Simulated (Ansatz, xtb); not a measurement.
## C4H9BrOSi: which of two isomers lies lower

We compare a, `Br[C@@H]1CCCO[SiH2]1`, a singlet, with b, `C[C@]1(Br)CO[SiH2]C1`, a singlet. Both are isolated molecules in the gas phase, relaxed with PBE0-D3(BJ)/def2-SVP, each in the lowest conformer that the search found.

Energies in hartree; the thermal terms are from GFN2-xTB frequencies at re-optimised GFN2-xTB minima (ideal gas, soft modes damped towards free rotors, one conformer each, 298.15 K, 1 atm) and include the zero-point energy:

```
                               a            b
E, CCSD(T)/def2-SVP  −3093.549259  −3093.550471
    E, MP2/def2-SVP  −3093.452771  −3093.455164
  E, MP2/def2-TZVPP  −3094.383622  −3094.385570
  zero-point energy      0.122365      0.121011
       H(298 K) − E      0.131440      0.130364
       G(298 K) − E      0.088569      0.087381
```

**Question.** Correct the CCSD(T) difference for the basis set by the MP2 change, then work out ΔE, ΔE₀, ΔH and ΔG for a → b in kcal/mol (1 Eh = 627.51 kcal/mol) and the equilibrium ratio [b]/[a].

**Answer.** 1. Differences b − a: CCSD(T) −0.001212, MP2 in the small set −0.002393, MP2 in the large set −0.001948 Eh.
2. ΔE = −0.001212 + (−0.001948 − (−0.002393)) = −0.000767 Eh = −0.48 kcal/mol.
3. ΔE₀ = ΔE + ΔZPE = −0.000767 + (−0.001354) Eh = −1.33 kcal/mol.
4. ΔH = ΔE + (−0.001076) Eh = −1.16 kcal/mol.
5. ΔG = ΔE + (−0.001188) Eh = −1.23 kcal/mol, so ΔS = (ΔH − ΔG)/T = +1.0 J/(mol K).
6. kT = 0.9442 mEh, so K = [b]/[a] = exp(−ΔG/kT) = exp(+2.07) ≈ 7.9.

The sums favour b, but ΔE leans on the basis-set step (CCSD(T) alone has the other sign or is under 1 kcal/mol), so the order isn't settled. An error of 1 kcal/mol in ΔG would change K by a factor of 5.4. Mirror images and further conformers aren't counted.

As drawn, both hold the same kinds of bond in the same numbers. Structure a has 0 methyl groups, b 1. Structure a has a 6-membered ring, b a 5-membered ring.

Other levels gave ΔE = −0.4 (GFN2-xTB); +2.3 (HF/STO-3G, GFN2-xTB geometries); −0.4 (r2SCAN-D4/def2-SVP, GFN2-xTB geometries); +0.3 (PBE0-D3(BJ)/def2-SVP); +2.4 (HF/def2-SVP); −1.5 (MP2/def2-SVP); −0.8 (CCSD(T)/def2-SVP) kcal/mol. The correlated steps freeze 19 core orbitals; the filled d shell of Br is correlated, in a basis made for valence electrons. Programs: Ansatz 0.2.0, xtb 6.7.1.

The two isomers are nearly degenerate electronically, and electron correlation decides which lies lower. In the same small basis, Hartree–Fock puts b above a by 2.4 kcal/mol, whereas MP2 puts it below by 1.5 and CCSD(T) by 0.8, so MP2 probably overstates the correlation gain. Such a shift is typical of branching: the quaternary carbon in b brings more bond pairs and the bromine into close contact, where medium-range correlation is attractive. PBE0-D3(BJ) recovers too little of this to reverse the order.

Opposing structural effects probably underlie the small gap. The six-membered ring should favour a through lower strain, while b gains from a tertiary C–Br bond placed β to silicon, where Si–C hyperconjugation can help. Zero-point energy contributes more to b's advantage in ΔE₀ than the electronic term does, plausibly because a soft methyl torsion replaces a stiffer ring mode. The ratio describes equilibrium only; interconversion would require breaking strong bonds, and no barrier was computed.
